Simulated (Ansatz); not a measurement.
Ligand exchange: C4H9Cl + GeH4 → C4H10 + GeH3Cl

Species: C4H9Cl (1-chloro-2-methylpropane) `CC(C)CCl`, singlet; GeH4 (germane) `[GeH4]`, singlet; C4H10 (isobutane) `CC(C)C`, singlet; GeH3Cl (chlorogermane) `[Cl][GeH3]`, singlet. The partners trade Cl for H: C–Cl and Ge–H bonds give way to C–H and Ge–Cl.

Shapes, held fixed at every level: PBE0-D4/def2-TZVP. Flexible molecules stand in one conformer, not always the lowest. Programs: Ansatz 0.2.0. The zero-point and thermal change to 298 K, harmonic and unscaled (PBE0-D4/def2-TZVP), is +7.2 kJ/mol.

(1) Estimate ΔH(298 K) of this reaction.

Answers

(1) The highest level, CCSD(T)/def2-TZVPP, gives ΔH(298 K) = -116.6 kJ/mol; the levels span -120.9 to -103.1. The column of differences is taken from that level and isn't an error. No measured value is set beside it here. Relativity is left out for Ge. Outer-core shells of Ge are correlated in most correlated rows, in sets that cover them unevenly. Times are processor times on shared x86 and Arm servers, and rough.

```
              level                    kind  ΔH(298 K) (kJ/mol)  less CCSD(T)/def2-TZVPP  CPU time (sum over the molecules)
   SPW92/def2-TZVPP                     LDA              -103.1                    +13.5                               15 s
  PBE-D4/def2-TZVPP                     GGA              -112.1                     +4.5                               28 s
B3LYP-D4/def2-TZVPP           global hybrid              -117.6                     -1.0                               50 s
 PBE0-D4/def2-TZVPP           global hybrid              -116.9                     -0.3                               28 s
 wB97X-V/def2-TZVPP  range-separated hybrid              -116.8                     -0.2                               65 s
  B2PLYP/def2-TZVPP           double hybrid              -120.9                     -4.3                               53 s
   CCSD(T)/def2-SVP   coupled cluster or CI              -114.1                     +2.5                               45 s
 CCSD(T)/def2-TZVPP   coupled cluster or CI              -116.6                      0.0                             20 min
```

Exchanging Cl for H is strongly exothermic at every level, so the direction is not in doubt: hydrogen prefers carbon and chlorine prefers germanium. Compact carbon orbitals overlap with H 1s better than the more diffuse valence orbitals of germanium do, making C–H much stronger than Ge–H. The more electropositive germanium in turn gains from a polar Ge–Cl bond. The positive zero-point and thermal term fits the replacement of a soft Ge–H stretch by a stiff C–H one, and offsets only a small part of the electronic driving force.

The number of bonds is conserved but their types are not, so errors in describing them cancel only in part. This probably explains why SPW92 underestimates the exothermicity most, with PBE-D4 closer and the global and range-separated hybrids nearly on the coupled-cluster value; B2PLYP breaks the pattern by overshooting. Enlarging the basis shifts CCSD(T) by more than those hybrids differ from its larger-basis result, so their close agreement doesn't establish a ranking among them.
